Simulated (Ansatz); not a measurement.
## CuAu: the change of pressure and energy less free atoms with volume per atom

All results are calculated (Ansatz 0.2.0). Periodic Kohn-Sham DFT of a crystal at fixed atoms; pressure and stress are positive in compression; the energy is the free energy less that of spherical unpolarised free atoms; site moments are those in the method's own spheres, positive along +z.

Cell of the first row (space group P4/mmm, No. 123):
```
CuAu
1.0
      2.7433     0.0000     0.0000
      0.0000     2.7433     0.0000
      0.0000     0.0000     3.5957
Cu Au
1 1
Direct
  0.50000 0.50000 0.50000
  0.00000 0.00000 0.00000
```

Settings of every row: method all-electron LAPW; functional PBE; relativity scalar; k mesh 13x13x10; filling fermi-dirac; smearing width 0.05 eV; basis error target 0.25 meV/atom; nucleus gaussian.

Atom start moment: 0 on all atoms.

Limits: no spin-orbit coupling on heavy atoms.

| row | volume per atom (Å³) | pressure (GPa) | energy less free atoms (eV/atom) |
| --- | --- | --- | --- |
| 1 | 13.53 | 19.347 | -3.4643 |
| 2 | 14.099 | 10.404 | -3.5164 |
| 3 | 14.386 | ? | ? |
| 4 | 14.674 | 3.327 | -3.5406 |
| 5 | 15.25 | -2.175 | -3.5422 |

Question: what pressure and energy less free atoms should row 3 give?

Worked fit of pressure. Take u = (V_r/V)^(2/3) − 1 with V_r = 14.386 Å³ an atom, which is twice the finite (Eulerian) strain; such expansions in the strain, on which the Birch-Murnaghan equation of state is built, carry the rest volume and the bulk modulus. The shown rows have u = 0.04175, 0.01353, -0.01313, -0.03814. Least squares give pressure = 6.6501 + 266.005 × u + 910.75 × u² GPa; a straight line predicts inner rows, each left out in turn, worse (root mean square 0.92 against 0.027 GPa). The rows lie off it by 0.004, -0.012, 0.013, -0.005 (root mean square 0.0094 GPa). The pressure vanishes at u = -0.0276, or V = 15 Å³ an atom, and there the bulk modulus at fixed shape and fractions is B = −V dP/dV = (2/3)(1 + u) dP/du = 140 GPa. Letting shape and atoms relax would as a rule lower it, by much in layered, chain or molecular crystals. The withheld row has u = 0, so the fit gives 6.6501 + 266.005 × (0) + 910.75 × (0)² = 6.650 GPa.

The calculation gave 6.645 GPa. The fit lies 0.005 GPa (0.023 % of the column's range) above it; its largest miss of a shown row is 0.013 GPa.

Worked fit of energy less free atoms. Take u = (V_r/V)^(2/3) − 1 with V_r = 14.386 Å³ an atom, which is twice the finite (Eulerian) strain; such expansions in the strain, on which the Birch-Murnaghan equation of state is built, carry the rest volume and the bulk modulus. The shown rows have u = 0.04175, 0.01353, -0.01313, -0.03814. Least squares give energy less free atoms = −3.53166 + 0.9133 × u + 16.743 × u² eV/atom; a straight line predicts inner rows, each left out in turn, worse (root mean square 0.017 against 0.00036 eV/atom). The rows lie off it by 0.0000, -0.0002, 0.0002, -0.0001. Its lowest point lies at u = -0.0273, or V = 15 Å³ an atom, and the curvature there gives the bulk modulus at fixed shape and fractions, B = (4/9)(1 + u)² E″(u)/V = 150 GPa. Letting shape and atoms relax would as a rule lower it, by much in layered, chain or molecular crystals. The withheld row has u = 0, so the fit gives −3.53166 + 0.9133 × (0) + 16.743 × (0)² = -3.5317 eV/atom.

The calculation gave -3.5317 eV/atom. The fit meets it to the printed digit.
